# Gleason's theorem for continuous frame functions and the qubit exception

## 1. Premises and statement

$\mathcal H$ is a complex Hilbert space of finite dimension $d$, with $\langle\phi|\psi\rangle$ linear in $\psi$.

- **P1.** A projective measurement is a set of mutually orthogonal projectors $\{P_k\}$ with $\sum_k P_k=\mathbb 1$, one projector per outcome. Every such set is an admissible measurement.
- **P2 (non-contextuality).** For a fixed preparation the probability of an outcome is a number $\mu(P)\ge 0$ that depends on $P$ alone, not on the other projectors of the set.
- **P3.** $\mu(\mathbb 1)=1$, and $\mu(P+P')=\mu(P)+\mu(P')$ if $PP'=0$.
- **P4 (continuity).** $f(\psi)\equiv\mu(|\psi\rangle\langle\psi|)$ is continuous on the unit sphere of $\mathcal H$.

**Definition.** A frame function of weight $W$ is a real function on the unit sphere with
$$\sum_{k=1}^{d} f(e_k)=W\quad\text{for every orthonormal basis }\{e_k\}. \tag{1}$$
P1–P4 make $f$ a continuous, non-negative frame function of weight 1 with $f(e^{i\varphi}\psi)=f(\psi)$.

**Theorem.** For $d\ge3$ there is a unique operator $\rho=\rho^\dagger\ge0$, $\operatorname{tr}\rho=1$, with $f(\psi)=\langle\psi|\rho|\psi\rangle$ and $\mu(P)=\operatorname{tr}(\rho P)$. For $d=2$ the statement is false.

Plan: solve (1) on $\mathbb R^3$ by harmonic analysis (Sections 2–4), lift to $\mathbb C^d$ (Section 5), examine $d=2$ (Section 6).

**Restriction lemma.** Let $\mathcal K\subset\mathcal H$ be a subspace and $\{g_j\}$ a fixed orthonormal basis of $\mathcal K^\perp$. Any orthonormal basis of $\mathcal K$ together with $\{g_j\}$ is a basis of $\mathcal H$. By (1), $f|_{\mathcal K}$ is a frame function of weight $W-\sum_j f(g_j)$.

## 2. Tools on the sphere $S^2$

Standard facts used:

- (a) $H_l$, the span of $Y_{lm}$, $m=-l,\dots,l$, is the restriction to $S^2$ of the harmonic homogeneous polynomials of degree $l$. It is mapped to itself by rotations and by complex conjugation.
- (b) The $Y_{lm}$ are orthonormal under $d\Omega$ and complete in $L^2(S^2)$.
- (c) $Y_{lm}\propto e^{im\varphi}$, $Y_{l0}=\sqrt{(2l+1)/4\pi}\,P_l(\cos\vartheta)$, $P_l(1)=1$, and $Y_{lm}$ vanishes at the pole for $m\neq0$.
- (d) $SO(3)$ has a normalised measure $dQ$ invariant under $Q\to SQ$ and $Q\to QS$.

**Circle mean.** For $x\in S^2$ let $(\mathcal R g)(x)$ be the mean of $g$ over the great circle perpendicular to $x$.

**Lemma 1.** For $Y\in H_l$: $\mathcal RY=P_l(0)\,Y$.

*Proof.* Take $x=e_3$ and $Y=\sum_m a_mY_{lm}$. The circle is $\vartheta=\pi/2$. The mean over $\varphi$ removes $m\ne0$ and leaves $a_0\sqrt{(2l+1)/4\pi}\,P_l(0)$. By (c), $Y(e_3)=a_0\sqrt{(2l+1)/4\pi}$. So $(\mathcal RY)(e_3)=P_l(0)Y(e_3)$ for every $Y\in H_l$. For $x=Qe_3$ apply this to $Y'(y)=Y(Qy)$, which lies in $H_l$ by (a). $Q$ carries the equator onto the circle perpendicular to $x$ and preserves arc length, so $(\mathcal RY)(x)=(\mathcal RY')(e_3)=P_l(0)Y(x)$. $\square$

**Lemma 2.** $\int dQ\,g(Qe_i)=\frac1{4\pi}\int g\,d\Omega$. *Proof.* Left invariance makes the distribution of $Qe_i$ a rotation-invariant probability measure on $S^2$, which is $d\Omega/4\pi$. $\square$

**Values of $P_l(0)$.** The generating function $(1-2st+t^2)^{-1/2}=\sum_l P_l(s)t^l$ at $s=0$ is $(1+t^2)^{-1/2}$. The binomial series gives
$$P_{2k+1}(0)=0,\qquad P_0(0)=1,\qquad \frac{P_{2k+2}(0)}{P_{2k}(0)}=-\frac{2k+1}{2k+2}. \tag{2}$$
The even values alternate in sign and fall strictly in magnitude.

| $l$ | 0 | odd | 2 | 4 | 6 | 8 | 10 |
|---|---|---|---|---|---|---|---|
| $P_l(0)$ | $1$ | $0$ | $-1/2$ | $3/8$ | $-5/16$ | $35/128$ | $-63/256$ |
| $1+2P_l(0)$ | 3 | 1 | 0 | 1.750 | 0.375 | 1.547 | 0.508 |

$P_l(0)$ is negative only for $l=2,6,10,\dots$, and there it increases with $l$. Hence
$$1+2P_l(0)=0\iff l=2,\qquad 1+2P_l(0)\ge \tfrac38\ \text{ for all } l\neq2. \tag{3}$$

## 3. The selection rule on $\mathbb R^3$

Let $f$ be a continuous frame function of weight $W$ on $S^2\subset\mathbb R^3$; no sign condition is needed here. The columns of a rotation form an orthonormal triad, so
$$f(Qe_1)+f(Qe_2)+f(Qe_3)=W\quad\text{for all }Q\in SO(3). \tag{4}$$
Set $c_{lm}=\int Y_{lm}^*f\,d\Omega$. Multiply (4) by $Y_{lm}^*(Qe_3)$ and integrate over $Q$. All integrands are continuous on compact sets, so orders of integration may be exchanged.

*Third term.* Lemma 2 gives $c_{lm}/4\pi$.

*First term.* Let $S_\alpha$ be the rotation by $\alpha$ about $e_1$, so $S_\alpha e_1=e_1$. Right invariance gives, for each $\alpha$,
$$\int dQ\,Y^*_{lm}(Qe_3)f(Qe_1)=\int dQ\,Y^*_{lm}(QS_\alpha e_3)f(Qe_1).$$
Average over $\alpha\in[0,2\pi)$. The point $QS_\alpha e_3$ runs uniformly round the great circle perpendicular to $Qe_1$, so the average of $Y^*_{lm}(QS_\alpha e_3)$ is $(\mathcal RY^*_{lm})(Qe_1)=P_l(0)Y^*_{lm}(Qe_1)$ by Lemma 1. Lemma 2 then gives $P_l(0)\,c_{lm}/4\pi$.

*Second term.* The same, with rotations about $e_2$.

*Right side.* $\frac{W}{4\pi}\int Y^*_{lm}d\Omega=W\delta_{l0}/\sqrt{4\pi}$, since $Y_{00}=1/\sqrt{4\pi}$.

Collecting and multiplying by $4\pi$:
$$\boxed{[1+2P_l(0)]\,c_{lm}=\sqrt{4\pi}\,W\,\delta_{l0}} \tag{5}$$
With (3): $c_{00}=\sqrt{4\pi}\,W/3$, so the mean of $f$ over the sphere is $W/3$; the five $c_{2m}$ are unconstrained; all other $c_{lm}$ vanish.

*From coefficients to values.* The function $f-c_{00}Y_{00}-\sum_m c_{2m}Y_{2m}$ is continuous and has all coefficients zero. By (b) its $L^2$ norm is zero, and a continuous function of zero norm vanishes at every point. Continuity is essential only at this step.

## 4. Quadratic form

By (a), a real element of $H_2$ is a harmonic quadratic polynomial $x\cdot A_0x$ with $A_0$ real symmetric. Since $\nabla^2(x\cdot A_0x)=2\operatorname{tr}A_0$, harmonic means traceless (five parameters, as for the $c_{2m}$). On the sphere $W/3=x\cdot(W/3)\mathbb 1\,x$. With $A=A_0+(W/3)\mathbb 1$:
$$f(x)=x\cdot Ax,\qquad A=A^{\mathsf T},\qquad \operatorname{tr}A=W. \tag{6}$$
*Converse.* Equation (5) is only a necessary condition, so (6) must be tested in (1): $\sum_k e_k\cdot Ae_k=\operatorname{tr}A$ for every orthonormal triad. The $l=2$ part is indeed free. If $f\ge0$, then $A\ge0$.

*Inversion.* Write $\langle\cdot\rangle$ for the mean over $S^2$. The tensor $\langle x_ix_jx_kx_l\rangle$ is isotropic and fully symmetric, so it equals $\eta(\delta_{ij}\delta_{kl}+\delta_{ik}\delta_{jl}+\delta_{il}\delta_{jk})$. Contracting $i=j$, $k=l$ gives $1=\eta(9+3+3)$, $\eta=1/15$. Then $\langle f x_ix_j\rangle=(W\delta_{ij}+2A_{ij})/15$, and
$$A_{ij}=\tfrac{15}{2}\langle f\,x_ix_j\rangle-\tfrac12W\delta_{ij}. \tag{7}$$

*Stability.* Let the triad sums equal $W+\delta(Q)$ with $|\delta|\le\epsilon$. Averaging $\delta(QS)$ over rotations $S$ about $e_3$ gives a function $\bar\delta$ of $x=Qe_3$ alone, with $|\bar\delta|\le\epsilon$. Its coefficients $d_{lm}$ are added to the right side of (5). For $l\ne0,2$, (3) gives $|c_{lm}|\le\frac83|d_{lm}|$, and $\sum|d_{lm}|^2=\int\bar\delta^{\,2}d\Omega\le4\pi\epsilon^2$. The part $f_\perp$ of $f$ outside $H_0\oplus H_2$ obeys
$$\langle f_\perp^2\rangle^{1/2}\le\tfrac83\,\epsilon. \tag{8}$$
This bounds a root mean square over the sphere, not single values.

## 5. Lifting to $\mathbb C^d$, $d\ge3$

**Step A: real triples.** Let $u_1,u_2,u_3\in\mathcal H$ be orthonormal. The map $x\mapsto\sum_ix_iu_i$, $x\in\mathbb R^3$, preserves inner products, so real triads go to orthonormal bases of the complex span of the $u_i$. By the restriction lemma $x\mapsto f(\sum x_iu_i)$ is a continuous frame function on $S^2$, hence of the form (6).

**Step B: two-dimensional complex subspaces.** Let $\dim\mathcal K=2$, with weight $w$ from the restriction lemma. Fix Pauli operators $\boldsymbol\sigma$ on $\mathcal K$. Traceless Hermitian operators are $\mathbf r\cdot\boldsymbol\sigma$, $\mathbf r\in\mathbb R^3$, with $(\mathbf r\cdot\boldsymbol\sigma)^2=|\mathbf r|^2$ and $\operatorname{tr}[(\mathbf r\cdot\boldsymbol\sigma)(\mathbf r'\cdot\boldsymbol\sigma)]=2\,\mathbf r\cdot\mathbf r'$. Rank-one projectors are $\frac12(\mathbb 1+\mathbf s\cdot\boldsymbol\sigma)$ with $|\mathbf s|=1$, and $\langle\psi|\boldsymbol\sigma|\psi\rangle=\mathbf s$. By phase invariance $f$ on $\mathcal K$ is a function of the Bloch vector $\mathbf s$.

For an orthonormal pair $u,v\in\mathcal K$ and $\psi_\theta=\cos\theta\,u+\sin\theta\,v$,
$$|\psi_\theta\rangle\langle\psi_\theta|=\tfrac12\mathbb 1+\tfrac12\cos2\theta\,(|u\rangle\langle u|-|v\rangle\langle v|)+\tfrac12\sin2\theta\,(|u\rangle\langle v|+|v\rangle\langle u|),$$
so $\mathbf s(\theta)=\cos2\theta\,\mathbf a+\sin2\theta\,\mathbf b$. Both bracketed operators square to $\mathbb 1$ and their product is traceless, so $\mathbf a,\mathbf b$ are orthonormal: a great circle. Every great circle occurs. Choose $u$ with Bloch vector $\mathbf a$. Replacing $v$ by $e^{i\gamma}v$ gives $\mathbf b\cdot\boldsymbol\sigma=e^{-i\gamma}|u\rangle\langle v|+e^{i\gamma}|v\rangle\langle u|$, which runs over all unit vectors perpendicular to $\mathbf a$.

Because $d\ge3$, a third unit vector orthogonal to $\mathcal K$ exists, and Step A applies with $x=(\cos\theta,\sin\theta,0)$:
$$f(\psi_\theta)=\tfrac12(A_{11}+A_{22})+\tfrac12(A_{11}-A_{22})\cos2\theta+A_{12}\sin2\theta .$$
Here $A_{11}+A_{22}=f(u)+f(v)=w$ for every pair. Define $G(\mathbf r)=|\mathbf r|\,[f(\mathbf r/|\mathbf r|)-w/2]$, $G(0)=0$. On the plane spanned by $\mathbf a,\mathbf b$ it is linear: $G(r_a\mathbf a+r_b\mathbf b)=\frac12(A_{11}-A_{22})r_a+A_{12}r_b$. Any two vectors lie in a common plane through the origin, so $G(\lambda\mathbf r+\lambda'\mathbf r')=\lambda G(\mathbf r)+\lambda' G(\mathbf r')$ for all $\mathbf r,\mathbf r'$ and real $\lambda,\lambda'$. Thus $G(\mathbf r)=\mathbf t\cdot\mathbf r$ and
$$f(\psi)=\tfrac w2+\mathbf t\cdot\mathbf s=\langle\psi|\tfrac w2\mathbb 1+\mathbf t\cdot\boldsymbol\sigma|\psi\rangle\quad\text{on }\mathcal K. \tag{9}$$

**Step C: the whole space.** Put $\Phi(\psi)=\|\psi\|^2f(\psi/\|\psi\|)$, $\Phi(0)=0$. Any two vectors lie in some $\mathcal K$, where $\Phi$ is a Hermitian form by (9). Therefore, for all $\phi,\psi$:

- $\Phi(\phi+\psi)+\Phi(\phi-\psi)=2\Phi(\phi)+2\Phi(\psi)$;
- $b(\phi,\psi)\equiv\frac14[\Phi(\phi+\psi)-\Phi(\phi-\psi)]$ is symmetric, obeys $b(\lambda\phi,\psi)=\lambda b(\phi,\psi)$ for real $\lambda$ (on $\mathcal K$ it is the real part of a sesquilinear form), and $b(\psi,\psi)=\Phi(\psi)$.

*Additivity.* Apply the parallelogram identity to the pairs $(\phi_1+\psi,\phi_2)$ and $(\phi_1-\psi,\phi_2)$, subtract, divide by 4: $b(\phi_1+\phi_2,\psi)+b(\phi_1-\phi_2,\psi)=2b(\phi_1,\psi)$. With $\xi=\phi_1+\phi_2$, $\zeta=\phi_1-\phi_2$ and homogeneity, $b(\xi,\psi)+b(\zeta,\psi)=b(\xi+\zeta,\psi)$. So $b$ is real-bilinear.

*Complex structure.* $\Phi(i\psi)=\Phi(\psi)$ gives $b(i\phi,i\psi)=b(\phi,\psi)$, hence $b(\psi,i\phi)=b(i\psi,-\phi)=-b(\phi,i\psi)$. Define
$$h(\phi,\psi)=b(\phi,\psi)-i\,b(\phi,i\psi).$$
Then $h(\phi,i\psi)=b(\phi,i\psi)+i\,b(\phi,\psi)=i\,h(\phi,\psi)$, so $h$ is complex-linear in $\psi$; $h(\psi,\phi)=h(\phi,\psi)^*$; and $b(\psi,i\psi)=-b(\psi,i\psi)=0$ gives $h(\psi,\psi)=\Phi(\psi)$. A Hermitian sesquilinear form is $h(\phi,\psi)=\langle\phi|\rho|\psi\rangle$ with $\rho=\rho^\dagger$. It is built from $f$ alone, so $\rho$ is unique.

**Step D.** $f\ge0$ gives $\rho\ge0$. Equation (1) gives $\operatorname{tr}\rho=1$. For $P=\sum_j|e_j\rangle\langle e_j|$, P3 gives $\mu(P)=\sum_j\langle e_j|\rho|e_j\rangle=\operatorname{tr}(\rho P)$. $\blacksquare$

**Born rule for pure states.** Let the outcome $|\phi\rangle\langle\phi|$ be certain. With $\rho=\sum_kp_k|k\rangle\langle k|$, $1=\sum_kp_k|\langle\phi|k\rangle|^2$ and $\sum_k p_k=1$ force $|\langle\phi|k\rangle|=1$ whenever $p_k>0$. So $\rho=|\phi\rangle\langle\phi|$ and $f(\psi)=|\langle\psi|\phi\rangle|^2$.

## 6. The qubit exception

For $d=2$, $|\langle\psi|\psi'\rangle|^2=\operatorname{tr}(PP')=\frac12(1+\mathbf s\cdot\mathbf s')$. Orthogonal means antipodal, and (1) reduces to
$$f(\mathbf s)+f(-\mathbf s)=1. \tag{10}$$
With $Y_{lm}(-\mathbf s)=(-1)^lY_{lm}(\mathbf s)$ on the Bloch sphere, the analogue of (5) is $[1+(-1)^l]c_{lm}=\sqrt{4\pi}\,\delta_{l0}$. The prefactor vanishes for every odd $l$. The general solution of P1–P4 is
$$f(\mathbf s)=\tfrac12+g(\mathbf s),\qquad g(-\mathbf s)=-g(\mathbf s),\qquad|g|\le\tfrac12,\qquad g\text{ continuous}. \tag{11}$$
A density operator $\rho=\frac12(\mathbb 1+\mathbf r\cdot\boldsymbol\sigma)$, $|\mathbf r|\le1$, gives $f=\frac12(1+\mathbf r\cdot\mathbf s)$, only $l=0,1$.

**Counterexample.** $f_3(\mathbf s)=\frac12(1+s_3^3)$ is smooth, lies in $[0,1]$ and obeys (10). From $P_3(s)=\frac12(5s^3-3s)$, $s^3=\frac35P_1(s)+\frac25P_3(s)$, so
$$f_3=\tfrac12+\tfrac3{10}P_1(s_3)+\tfrac15P_3(s_3).$$
The $l=3$ term excludes any $\rho$. Directly: $f_3=1$ at the pole would force the pure state with $f=\frac12(1+s_3)$. The difference $\frac12(s_3-s_3^3)$ is largest on $[0,1]$ where $1-3s_3^2=0$, at $s_3=1/\sqrt3$, with value $1/(3\sqrt3)=0.192$.

**Where the proof breaks.** In $d=2$ each projector belongs to exactly one basis, so P2 links no two measurements. In $d\ge3$ a vector belongs to a continuous family of bases, the circle averaged over in Section 3. Step B needs the third vector.

**Two repairs.** (i) If the qubit is a subspace of a space with $d\ge3$ and the premises hold there, (9) makes $f$ affine in $\mathbf s$. (ii) Extend P2 and P3 to effects $0\le E\le\mathbb 1$, additive whenever the sum is an effect. Then $3\mu(P/3)=\mu(P)$, so $\mu(\frac23P)=\frac23\mu(P)$. Take three Bloch vectors in the 1–3 plane at angles $\beta_k=\beta_0+2\pi k/3$ from the 3 axis. They sum to zero, so $\sum_k\frac23P(\mathbf s_k)=\mathbb 1$. With $\cos^3\beta=\frac34\cos\beta+\frac14\cos3\beta$, $\sum_k\cos\beta_k=0$ and $\cos3\beta_k=\cos3\beta_0$,
$$\sum_k\tfrac23f_3(\mathbf s_k)=1+\tfrac14\cos3\beta_0, \tag{12}$$
which is not identically 1, so $f_3$ is excluded. The trace rule for effects holds in $d=2$ in general (Busch, 2003; quoted, not derived here).

## 7. Range of validity

- **Dimension.** $d\ge3$. On a real space Sections 2–4 and the real part of Step C give a real symmetric $\rho$. For a separable infinite-dimensional space Steps A–C are unchanged, $0\le\Phi\le\|\psi\|^2$ makes $\rho$ bounded, and P3 must be countably additive to give $\operatorname{tr}\rho=1$.
- **Continuity.** For bounded measurable $f$ the derivation of (5) still holds, but (6) follows only almost everywhere, which is not enough for the circles of Step B. Gleason (1957) proved that a non-negative frame function on $\mathbb R^3$ is automatically continuous, so P4 can be dropped; that part is not derived here.
- **Some regularity is indispensable.** If $\omega:\mathbb R\to\mathbb R$ is additive and discontinuous (such functions exist given the axiom of choice), $f(x)=\omega(x\cdot Ax)$ obeys (1) with $W=\omega(\operatorname{tr}A)$. For $A$ not a multiple of $\mathbb 1$ it is unbounded, hence not quadratic.
- **All bases.** P1 is used for a continuum of bases. A superselection rule splits $\mathcal H$ into sectors, and a two-dimensional sector is again an exception.
- **Non-contextuality is assumed.** Contextual assignments are untouched. Under the premises no $f$ takes only the values 0 and 1: a continuous such function on the connected sphere is constant, and $W$ would be $0$ or $d$.
- **Not delivered.** The theorem fixes probabilities. It says nothing on dynamics, on the state after the measurement, or on which apparatus realises which projector.

## 8. Illustration: the $J=1$ level of CO

**The space.** $^{12}$C$^{16}$O in the $X\,^1\Sigma^+$, $v=0$ state has no electronic angular momentum and no nuclear spin. The $J=1$ level is therefore exactly threefold, $\mathcal H=\mathbb C^3$, the smallest case of the theorem. Inputs (approximate): rotational constant $B\approx57.6$ GHz, dipole moment $\mu_e\approx3.7\times10^{-31}$ C m (about 0.11 D), mass $m\approx28$ u. For the rigid rotor the level lies at $\nu=2B=115$ GHz above $J=0$, that is $h\nu=7.63\times10^{-23}$ J and $\omega=2\pi\nu=7.24\times10^{11}$ s$^{-1}$. Stray static fields and collisions are taken as absent.

**Cartesian basis.** With $\hat{\mathbf u}$ the molecular axis, $\langle\hat{\mathbf u}|i\rangle=\sqrt{3/4\pi}\,u_i$, $i=x,y,z$. In this basis $(J_k)_{ij}=-i\hbar\,\epsilon_{kij}$. For a real unit vector $\mathbf n$, $(\mathbf n\cdot\mathbf J)\psi=i\hbar\,\mathbf n\times\psi$, and the double cross product gives
$$(\mathbf n\cdot\mathbf J)^2=\hbar^2(\mathbb 1-\mathbf n\mathbf n^{\mathsf T}). \tag{13}$$
A real vector $\mathbf n$ is the state $M=0$ along $\mathbf n$. A real triad is the joint measurement of three commuting squares such as $J_x^2,J_y^2,J_z^2$, and $f(\mathbf n)=1-\langle(\mathbf n\cdot\mathbf J)^2\rangle/\hbar^2$. The states $M=\pm1$ along $z$ are $\mp(|x\rangle\pm i|y\rangle)/\sqrt2$.

Split $\rho$ into a real symmetric part and an imaginary antisymmetric part, $\rho_{ij}=A_{ij}-\frac i2\epsilon_{ijk}j_k$. With $\epsilon_{ijk}\epsilon_{ijm}=2\delta_{km}$, $\operatorname{tr}(\rho J_k)=\hbar j_k$. For real $\mathbf n$ the antisymmetric part drops out, $f(\mathbf n)=\mathbf n\cdot A\mathbf n$. The real theorem (6) thus fixes the five alignment parameters in $A$. The three orientation parameters $j_k$ enter only through the complex vectors of Step B.

**Realising a projector.** A resonant field $\mathbf E=\operatorname{Re}(E_0\boldsymbol\varepsilon e^{-i\omega t})$ with complex unit polarisation $\boldsymbol\varepsilon$ acts through $-\mu_e\hat{\mathbf u}\cdot\mathbf E$. Since $\langle i|u_j|J{=}0\rangle=\frac{\sqrt3}{4\pi}\int u_iu_j\,d\Omega=\delta_{ij}/\sqrt3$, the rotating-wave coupling joins $J=0$ to the single state $|\varepsilon\rangle=\sum_i\varepsilon_i|i\rangle$ with Rabi frequency $\Omega=\mu_eE_0/(\sqrt3\hbar)$. With $J=0$ empty at the start, a $\pi$ pulse followed by detection of $J=0$ tests $|\varepsilon\rangle\langle\varepsilon|$. Any $\boldsymbol\varepsilon$ has real and imaginary parts in one plane, so a beam along the normal supplies it. For the chosen $E_0=1.0\times10^3$ V m$^{-1}$ (intensity $\frac12c\epsilon_0E_0^2=1.3\times10^3$ W m$^{-2}$): $\Omega=2.0\times10^6$ s$^{-1}$ and $t_\pi=\pi/\Omega=1.6$ µs.

Neglected terms:

- Counter-rotating and $J=1\to2$ couplings are detuned by $\omega$ or more; the amplitudes are of order $\Omega/\omega=2.8\times10^{-6}$.
- Spontaneous decay: the rate is $\omega^3(\mu_e^2/3)/(3\pi\epsilon_0\hbar c^3)=7\times10^{-8}$ s$^{-1}$, a probability of $1\times10^{-13}$ per pulse.
- Doppler detuning at a chosen 10 K: $v_{\rm rms}=\sqrt{k_BT/m}=54$ m s$^{-1}$ along the beam, $\Delta_{\rm rms}=\omega v_{\rm rms}/c=1.3\times10^5$ s$^{-1}$, $\Delta_{\rm rms}/\Omega=0.065$. The transfer is $\sin^2(\frac\pi2\sqrt{1+y^2})/(1+y^2)=1-y^2+O(y^4)$ with $y=\Delta/\Omega$, so the mean loss is 0.004. This is the dominant imperfection. With $\epsilon=0.004$ the bound (8) is 0.01.

**A state.** Choose $\rho=p|\varepsilon_0\rangle\langle\varepsilon_0|+\frac{1-p}3\mathbb 1$ with $p=0.7$, $\boldsymbol\varepsilon_0=(\cos\chi,\,i\sin\chi,\,0)$, $\chi=30^\circ$. Then $\rho_{xx}=p\cos^2\chi+\frac{1-p}{3}$, $\rho_{yy}=p\sin^2\chi+\frac{1-p}3$, $\rho_{xy}=-ip\sin\chi\cos\chi$:
$$\rho=\begin{pmatrix}0.625&-0.303\,i&0\\0.303\,i&0.275&0\\0&0&0.100\end{pmatrix},$$
with eigenvalues 0.800, 0.100, 0.100. The entries below are values of $\langle\psi|\rho|\psi\rangle$ for ideal projectors; each row sums to 1.

| basis | $f(e_1)$ | $f(e_2)$ | $f(e_3)$ |
|---|---|---|---|
| $x,\ y,\ z$ | 0.625 | 0.275 | 0.100 |
| $(1,1,0)/\sqrt2,\ (1,-1,0)/\sqrt2,\ z$ | 0.450 | 0.450 | 0.100 |
| $(1,1,1)/\sqrt3,\ (1,-1,0)/\sqrt2,\ (1,1,-2)/\sqrt6$ | 0.333 | 0.450 | 0.217 |
| $M=+1,\ M=-1,\ M=0$ along $z$ | 0.753 | 0.147 | 0.100 |

- P2 is visible: $z$ has 0.100 in three bases, $(1,-1,0)/\sqrt2$ has 0.450 in two.
- By (13), $\langle J_x^2\rangle,\langle J_y^2\rangle,\langle J_z^2\rangle=0.375,\ 0.725,\ 0.900$ in units of $\hbar^2$, with sum $2=J(J+1)$.
- The sphere means are $\langle fn_x^2\rangle=0.1500$, $\langle fn_y^2\rangle=0.1033$, $\langle fn_z^2\rangle=0.0800$, with vanishing mixed means. Equation (7) returns $A=\operatorname{diag}(0.625,0.275,0.100)$.
- The complex-conjugate state $\rho^*$ has the same $A$ and the same first three rows. The last row separates them: $\langle J_z\rangle=\hbar[f(+1)-f(-1)]=p\sin2\chi\,\hbar=0.606\,\hbar=6.39\times10^{-35}$ J s, with the opposite sign for $\rho^*$.

**A forbidden harmonic.** Try $f(\mathbf n)=\frac13+\kappa P_4(n_z)$ with $\kappa=0.1$, continuous and positive. A triad containing $z$ sums to $1+\kappa[1+2P_4(0)]=1.175$. The vectors
$$\mathbf n_k=\left(\sqrt{\tfrac23}\cos\varphi_k,\ \sqrt{\tfrac23}\sin\varphi_k,\ \tfrac1{\sqrt3}\right),\qquad\varphi_k=\varphi_0+\tfrac{2\pi k}3, \tag{14}$$
are orthonormal, because $\frac23\cos\frac{2\pi}3+\frac13=0$. With $P_4(1/\sqrt3)=-7/18$ they sum to $1-7\kappa/6=0.883$. The sum is not constant.

**The qubit inside the level.** Let $\mathcal K$ be the span of $|x\rangle,|y\rangle$, equal to the span of $M=\pm1$, and take $|x\rangle,|y\rangle$ as Bloch poles. The state $\cos\varphi|x\rangle+\sin\varphi|y\rangle$ has $s_3=\cos2\varphi$. If only bases inside $\mathcal K$ are measured, with $f(z)=0$, the rule
$$f_3=\tfrac12(1+\cos^32\varphi)=\tfrac12+\tfrac38\cos2\varphi+\tfrac18\cos6\varphi$$
is consistent. At $\cos2\varphi=1/\sqrt3$, $\varphi=27.4^\circ$, it gives 0.596, against $\cos^2\varphi=0.789$ for the pure state $|x\rangle$; the difference 0.192 (from unrounded values) far exceeds the Doppler loss. Within $J=1$ the rule is impossible: by (6) a continuous frame function restricted to this circle contains only $1$, $\cos2\varphi$, $\sin2\varphi$, whereas $\cos6\varphi$ needs $|m|=6$, hence $l\ge6$. A concrete failure: extend the rule by the weight of the in-plane component, $f=\sin^2\vartheta\,\frac12(1+\cos^32\varphi)$, which is continuous, non-negative and sums to 1 on every triad containing $z$. On the triad (14), $\sin^2\vartheta=\frac23$, and the Bloch angles $2\varphi_k$ are spaced by $2\pi/3$ modulo $2\pi$. The sum is (12) with $\beta_0=2\varphi_0$:
$$\sum_kf(\mathbf n_k)=1+\tfrac14\cos6\varphi_0,$$
equal to 1.25 at $\varphi_0=0$ and 0.75 at $\varphi_0=30^\circ$. Projected on $\mathcal K$, the three orthogonal projectors of (14) are the three effects $\frac23P(\mathbf s_k)$ of Section 6, so for this triad the two repairs of the qubit exception impose the same condition.